# First appearance of angular momentum $l$ in the Thomas–Fermi central field

In the Thomas–Fermi (TF) field of a neutral atom, an electron of orbital angular momentum $l$ has a classically allowed region at non-positive energy only if

$$Z > Z_l=\frac{(2l+1)^3}{6\pi M^{3/2}}\approx 0.156\,(2l+1)^3,\qquad M=\max_x x\phi(x).$$

This is an exact necessary condition for a bound level in that field. It is not a sufficient one, and for f electrons the gap between "allowed" and "bound" is as large as the distance from $Z_3$ to cerium or larger.

## Premises and conventions

Hartree atomic units are used ($\hbar=m_e=e=4\pi\varepsilon_0=1$, lengths in bohr, energies in hartree). $V(r)$ is the potential energy of an electron, zero at infinity, and $\lambda\equiv l+\tfrac12$.

1. The nucleus is a fixed point charge $Z$, the atom is neutral and spherical, and the motion is non-relativistic.
2. All electrons move in one local field $V(r)$, produced by the nucleus and the full density $\rho$. Exchange, correlation and the removal of self-interaction are left out.
3. The density is locally that of a free Fermi gas with two spin states, $\rho=p_F^3/3\pi^2$, where $p_F^2/2+V=\mu$.

## Step 1. The TF field

For a neutral atom $\mu=0$. A positive $\mu$ would leave a finite density at infinity. A negative $\mu$ would end the density at a radius where $V=\mu<0$, whereas Gauss's law gives $V=0$ outside a neutral sphere. Hence $p_F=\sqrt{2|V|}$, and the most weakly bound electrons lie at zero energy. This is why $E=0$ is the energy to test.

Write $V=-Z\phi/r$. For $r>0$, Poisson's equation reads $\nabla^2V=-4\pi\rho$, and $\nabla^2V=-(Z/r)\,d^2\phi/dr^2$. Therefore

$$\frac{d^2\phi}{dr^2}=\frac{r}{Z}\,\frac{4\pi}{3\pi^2}\left(\frac{2Z\phi}{r}\right)^{3/2}=\frac{2^{7/2}}{3\pi}Z^{1/2}\frac{\phi^{3/2}}{r^{1/2}} .$$

The substitution $r=bZ^{-1/3}x$ removes all constants if $b^{3/2}=3\pi/2^{7/2}$:

$$\phi''=\frac{\phi^{3/2}}{x^{1/2}},\qquad \phi(0)=1,\quad \phi(\infty)=0,\qquad b=\frac12\left(\frac{3\pi}{4}\right)^{2/3}=0.88534 .$$

Primes on $\phi$ and $g$ mean $d/dx$. The electron number is $Z\int_0^\infty x\phi''dx=Z[x\phi'-\phi]_0^\infty=Z$, which is the same as $\int_0^\infty x^{1/2}\phi^{3/2}dx=1$. The function $144/x^3$ solves the equation exactly, and we use the standard property that $\phi$ approaches it as $x\to\infty$.

The quantity needed below is the square of $rp_F$:

$$2r^2|V|=2Zr\phi=2bZ^{2/3}g(x),\qquad g(x)=x\phi(x).$$

## Step 2. The radial equation on a logarithmic scale

The radial function $u=rR$ obeys $d^2u/dr^2+[2(E-V)-l(l+1)/r^2]\,u=0$. Put $r=e^{y}$ and $u=e^{y/2}w$. Two differentiations give $d^2u/dr^2=e^{-3y/2}(w_{yy}-w/4)$. Multiplying the equation by $r^{3/2}$ yields

$$w_{yy}+Q\,w=0,\qquad Q=2r^2(E-V)-\left(l+\tfrac12\right)^2 .$$

No approximation has been made: $l(l+1)+\tfrac14=\lambda^2$. This is the origin of Langer's replacement $l(l+1)\to(l+\tfrac12)^2$. The variable $y$ runs over the whole real line, the centrifugal singularity has become a constant, and "classically allowed" means $Q>0$.

Multiply by $w$ and integrate over $y$. For a bound state $w\propto r^{\,l+1/2}$ at the nucleus and $w$ decays exponentially in $r$ outside, so the boundary term vanishes and

$$\int w_y^2\,dy=\int Q\,w^2\,dy .$$

The left side is positive, so $Q$ must be positive somewhere. For $E\le0$ and $V<0$ we have $Q\le 2r^2|V|-\lambda^2$. A bound level of angular momentum $l$ therefore requires

$$P^2\equiv\max_r 2r^2|V|=2bZ^{2/3}M>\lambda^2 .$$

$P$ is the largest value of $rp_F$, the greatest classical angular momentum in the TF atom.

## Step 3. The maximum of $x\phi$

**There is one maximum.** Since $g\simeq x$ at small $x$ and $g\simeq144/x^2$ at large $x$, a maximum exists. Let $y=\ln x$, which differs from the $y$ of Step 2 by a constant. The TF equation gives two identities, one for $g$ and one for $h=x^3\phi$:

$$g_{yy}=3g_y-2g+x\,g^{3/2},\qquad h_{yy}=7h_y-12h+h^{3/2}.$$

At a stationary point of $h$, $h_{yy}=h(\sqrt h-12)$, so only maxima occur below 144 and only minima above it. A function that starts at 0 and tends to 144 under this rule must rise monotonically: a maximum below 144 would need a later minimum below it, and an excursion above 144 would need a maximum there. At a stationary point of $g$, $g_{yy}=g(x\sqrt g-2)=g(\sqrt h-2)$, which is a maximum while $h<4$ and a minimum afterwards. A minimum cannot occur, because $g\to0$ would require a further maximum at $h>4$. Two maxima need a minimum between them, so the maximum is unique.

**Its value.** We assume as inputs the approximate tabulated values $\phi(2)=0.243009$ and $\phi'(2)=-0.118243$ of the universal function. The TF equation and its derivatives then give, at $x=2$, $\phi''=0.08471$, $\phi'''=-0.08300$ and $\phi^{(4)}=0.1061$. With $g^{(n)}=x\phi^{(n)}+n\phi^{(n-1)}$:

| $g$ | $g'$ | $g''$ | $g'''$ | $g^{(4)}$ |
|---|---|---|---|---|
| 0.486018 | 0.006523 | −0.06707 | 0.08812 | −0.1198 |

Setting the Taylor polynomial of $g'$ about $x=2$ to zero and inserting the root in that of $g$ gives

$$x_0=2.104,\qquad M=g(x_0)=0.48635 .$$

The fifth-order term changes $M$ by less than $10^{-7}$.

**Its curvature.** Write $g\approx M[1-\beta^2(y-y_0)^2]$ near the top. The first identity gives $-2M\beta^2=M(x_0\sqrt M-2)$, so

$$\beta^2=1-\tfrac12x_0\sqrt M=0.266,\qquad \beta=0.516 .$$

## Step 4. The threshold

Equality in Step 2 means $Z_l^{2/3}=(2l+1)^2/8bM$. Because $(2b)^{3/2}=3\pi/4$, we have $(8bM)^{3/2}=6\pi M^{3/2}=6.393$, and

$$\boxed{Z_l=\frac{(2l+1)^3}{6\pi M^{3/2}}=0.1564\,(2l+1)^3}$$

Equivalently $P=\lambda\,(Z/Z_l)^{1/3}$. The model's thresholds follow, with the ratio $\beta/\lambda$ that Step 5 needs.

| $l$ | $Z_l$ | $\beta/\lambda$ |
|---|---|---|
| 1 (p) | 4.2 | 0.34 |
| 2 (d) | 20 | 0.21 |
| 3 (f) | 54 | 0.15 |

For $l=0$ the threshold lies below $Z=1$ and imposes nothing. Using $l(l+1)$ in place of $\lambda^2$ would move the f value to 52. That condition is also necessary, as the same argument applied to the equation for $u$ shows, but it is the weaker of the two.

A closed-form test needs no table. The trial function of Tietz, $\phi\approx(1+ax)^{-2}$, satisfies the normalisation of Step 1 if $a^{-3/2}\pi/8=1$, so $a=0.5363$. Then $M=1/4a=\pi^{-2/3}=0.4662$ and $Z_l=(2l+1)^3/6$. This $M$ is 4 % below the TF value and the coefficient is 7 % above it, which displays the sensitivity $Z_l\propto M^{-3/2}$.

## Step 5. From "allowed" to "occupied"

At $Z=Z_l$ the allowed region is a single radius and holds no state. Two further thresholds measure what is missing. For both we replace $g$ by $M\,\mathrm{sech}^2[\beta(y-y_0)]$, which has the right height and curvature. The Tietz form is exactly of this kind, with $\beta=\tfrac12$. Put $z=\beta(y-y_0)$.

**Statistical count.** The radial action at $E=0$ is $S_l=\int\sqrt Q\,dy$ between the turning points. One radial state occupies an area $2\pi$ of phase space and the orbit encloses $2S_l$, so the smooth number of electrons with angular momentum $l$ is

$$N_l=2(2l+1)\frac{S_l}{\pi}.$$

This count belongs to the TF model itself. Replacing the sum over $l$ by an integral, $\int_0^{rp_F}(4\lambda/\pi)\sqrt{r^2p_F^2-\lambda^2}\,d\lambda=4r^3p_F^3/3\pi$, and with $dy=dr/r$ this is $4\pi r^2\rho\,dr$. The TF density thus starts to contain angular momentum $\lambda$ exactly at $Z_l$. For the $\mathrm{sech}^2$ profile,

$$\frac{\partial S_l}{\partial\lambda}=-\frac{\lambda}{\beta}\int\frac{\cosh z\,dz}{\sqrt{P^2-\lambda^2-\lambda^2\sinh^2z}}=-\frac{\pi}{\beta},$$

and $S_l=0$ at $\lambda=P$. Hence $S_l=\pi(P-\lambda)/\beta$ and $N_l=4\lambda(P-\lambda)/\beta$. One electron is reached at $P=\lambda+\beta/4\lambda$.

**First bound level.** At $E=0$ the equation of Step 2 becomes the Pöschl–Teller problem $\beta^2w_{zz}+(P^2\mathrm{sech}^2z-\lambda^2)w=0$. The function $w=\mathrm{sech}^{s}z$ obeys $w_{zz}=[s^2-s(s+1)\,\mathrm{sech}^2z]\,w$. The required decay fixes $s=\lambda/\beta$, and the nodeless level therefore reaches zero energy when

$$P^2=\lambda^2+\beta\lambda,\qquad Z_l^{\rm bound}=Z_l\left(1+\frac{\beta}{\lambda}\right)^{3/2}.$$

The term $\beta\lambda$ is the radial zero-point contribution. The WKB rule $S_l=\pi/2$ gives $P=\lambda+\beta/2$, which is the same to first order in $\beta/\lambda$. A purely parabolic top has the Gaussian solution $\exp[-P\beta(y-y_0)^2/2]$ and gives $P^2-\lambda^2=\beta P$. The spread between this form and the $\mathrm{sech}^2$ form indicates how much the assumed shape matters.

## Range of validity

- **Logical status.** The boxed condition is exact and necessary for the TF potential. It says nothing about which configuration is lowest. That depends on total energies, on competition with levels of lower $l$ and on term splitting.
- **Zero-point term.** It raises the threshold by the fraction $3\beta/2\lambda$, of order $Z^{-1/3}$. For p and d electrons $\beta/\lambda$ is too large for $Z_l$ to be more than a rough marker.
- **Statistical approximation.** Premise 3 needs $|d(1/p_F)/dr|\ll1$. At the maximum of $rp_F$ one has $dp_F/dr=-p_F/r$, so this parameter equals $1/P$. The TF field fails for $r\lesssim1/Z$ and for $r\gtrsim1$ bohr, and $r_0=bZ^{-1/3}x_0$ has to lie between these.
- **Exchange.** The local Dirac exchange potential is $-(3\rho/\pi)^{1/3}=-p_F/\pi$. At fixed density it adds $2r_0P/\pi$ to $2r^2|V|$ at $r_0$, a relative change of order $Z^{-2/3}$ that lowers all thresholds. Self-consistency screens part of it.
- **Self-interaction.** Scaling the electronic repulsion by $(Z-1)/Z$ gives $V=-[1+(Z-1)\phi]/r$ and adds $2r_0(1-M/x_0)$. This overlaps with exchange, and the two must not be summed.
- **Coulomb tail.** An outer electron of a real atom sees $-1/r$ at large distance. Then $2r^2|V|\to2r$ exceeds $\lambda^2$ for $r>\lambda^2/2$, which is 6.1 bohr for f, and Rydberg levels of every $l$ exist at every $Z$. The criterion concerns only the inner well.
- **Charge state.** Positive ions have $\mu<0$ and a different $\phi$, so the numbers above hold for neutral atoms.

## Illustration: the f onset and cerium, $Z=58$

We assume the typical textbook assignment that Ce, with outer configuration $4f\,5d\,6s^2$, is the first neutral atom with a 4f electron in its ground state. All numbers below are the model's. Here $\lambda=7/2$ and $\lambda^2=12.25$.

The length unit is $bZ^{-1/3}=0.2287$ bohr, so $r_0=0.48$ bohr. Also $2bZ^{2/3}=26.53$, $P^2=12.90$ and $P=3.592$. The f condition is met with a margin $P^2-\lambda^2=0.65$. The turning points follow from $\cosh z=P/\lambda$ and lie near 0.31 and 0.75 bohr, so the inner f region is compact. The action is $S_3=0.56$, well short of $\pi/2=1.57$, and the smooth count is $N_3=2.5$.

| Criterion in the TF field | Condition | $Z$ |
|---|---|---|
| allowed region opens | $P=\lambda$ | 54 |
| statistical count reaches one | $P=\lambda+\beta/4\lambda$ | 55 |
| 4f level bound, $\mathrm{sech}^2$ profile | $P^2=\lambda^2+\beta\lambda$ | 66 |
| 4f level bound, parabolic profile | $P^2=\lambda^2+\beta P$ | 67 |

Binding needs $P^2=14.06$, so the bare TF field at $Z=58$ lacks 1.15 and holds no 4f level. The omitted attractive terms are of the same size. Exchange at fixed density adds 1.10, or 8.5 % of $P^2$. Since $P^2\propto Z^{2/3}$, this is equivalent to about 13 % in $Z$, or 7 units. The self-interaction estimate adds 0.74. The expansion parameter $1/P$ is 0.28. The direct relativistic correction at $r_0$ is small: $p_F=P/r_0=7.5$ gives $(\alpha p_F)^2=0.003$, with $\alpha$ the fine-structure constant. The indirect effect through contracted inner shells is not estimated here.

The Tietz form gives 57 for the opening and 70 for binding. The closeness of 57 to 58 comes from its underestimate of $M$ and carries no weight.

The model's f onset, $Z_3\approx54$, lies 4 units below cerium, and its binding threshold lies 8 units above. The simple formula lands near the assumed onset partly because the zero-point term and exchange, both omitted, have opposite signs and similar sizes at this $Z$. It places the start of f occupation in the fifties of the periodic system, and it cannot single out an element.